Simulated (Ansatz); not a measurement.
**Ligand exchange: C4H9NO + InH2(OH) → C4H8O2 + InH2(NH2)**

Species: C4H9NO (butyramide) `CCCC(N)=O`, singlet; InH2(OH), singlet; C4H8O2 (butyric acid) `CCCC(=O)O`, singlet; InH2(NH2), singlet. The partners trade NH2 for OH: C–NH2 and In–OH bonds give way to C–OH and In–NH2.

Shapes, held fixed at every level: PBE0-D4/def2-TZVP. Flexible molecules stand in one conformer, not always the lowest. Programs: Ansatz 0.2.0. Electronic energies: no zero-point or thermal term.

```json
{"level": "HF/def2-TZVPP", "kind": "Hartree–Fock", "ΔE (kJ/mol)": "+18.3", "less CCSD(T)/def2-TZVPP": "+3.5"}
{"level": "PBE-D4/def2-TZVPP", "kind": "GGA", "ΔE (kJ/mol)": "+23.2", "less CCSD(T)/def2-TZVPP": "+8.4"}
{"level": "r2SCAN-D4/def2-TZVPP", "kind": "meta-GGA", "ΔE (kJ/mol)": "+22.9", "less CCSD(T)/def2-TZVPP": "+8.1"}
{"level": "PBE0-D4/def2-TZVPP", "kind": "global hybrid", "ΔE (kJ/mol)": "+20.8", "less CCSD(T)/def2-TZVPP": "+6.0"}
{"level": "B2PLYP/def2-TZVPP", "kind": "double hybrid", "ΔE (kJ/mol)": "+21.8", "less CCSD(T)/def2-TZVPP": "+7.0"}
{"level": "MP2/def2-TZVPP", "kind": "perturbation theory", "ΔE (kJ/mol)": "+16.8", "less CCSD(T)/def2-TZVPP": "+2.0"}
{"level": "CCSD(T)/def2-TZVPP", "kind": "coupled cluster or CI", "ΔE (kJ/mol)": "+14.8", "less CCSD(T)/def2-TZVPP": "0.0"}
```

The highest level, CCSD(T)/def2-TZVPP, gives ΔE = +14.8 kJ/mol; the levels span +14.8 to +23.2. The column of differences is taken from that level and isn't an error. No measured value is set beside it here. For atoms past krypton def2 sets carry core potentials with scalar relativity. Correlated rows may include outer-core shells of In, which these sets cover unevenly.

Every level makes the exchange endothermic, so the amide paired with the indium hydroxide is favoured over the acid paired with the indium amide. Two effects probably pull the same way. Nitrogen, less electronegative than oxygen, gives its lone pair more readily to the carbonyl π* orbital, so butyramide loses conjugation when it becomes the acid. Indium, much more electropositive than carbon, gains more from the strongly polar bond to oxygen than from the one to nitrogen. Donation from the amide nitrogen into the empty 5p orbital of indium can offset little of this, since the overlap is poor.

The sign is therefore secure across the methods, the size less so. All four density functionals lie above Hartree–Fock, and MP2 comes closest to coupled cluster at +16.8 kJ/mol, which suggests that the functionals balance correlation in the C–N/C–O and In–N/In–O pairs unevenly. The preference applies to isolated monomers; in condensed phases, bridging hydroxide or amide groups between indium centres could shift it.
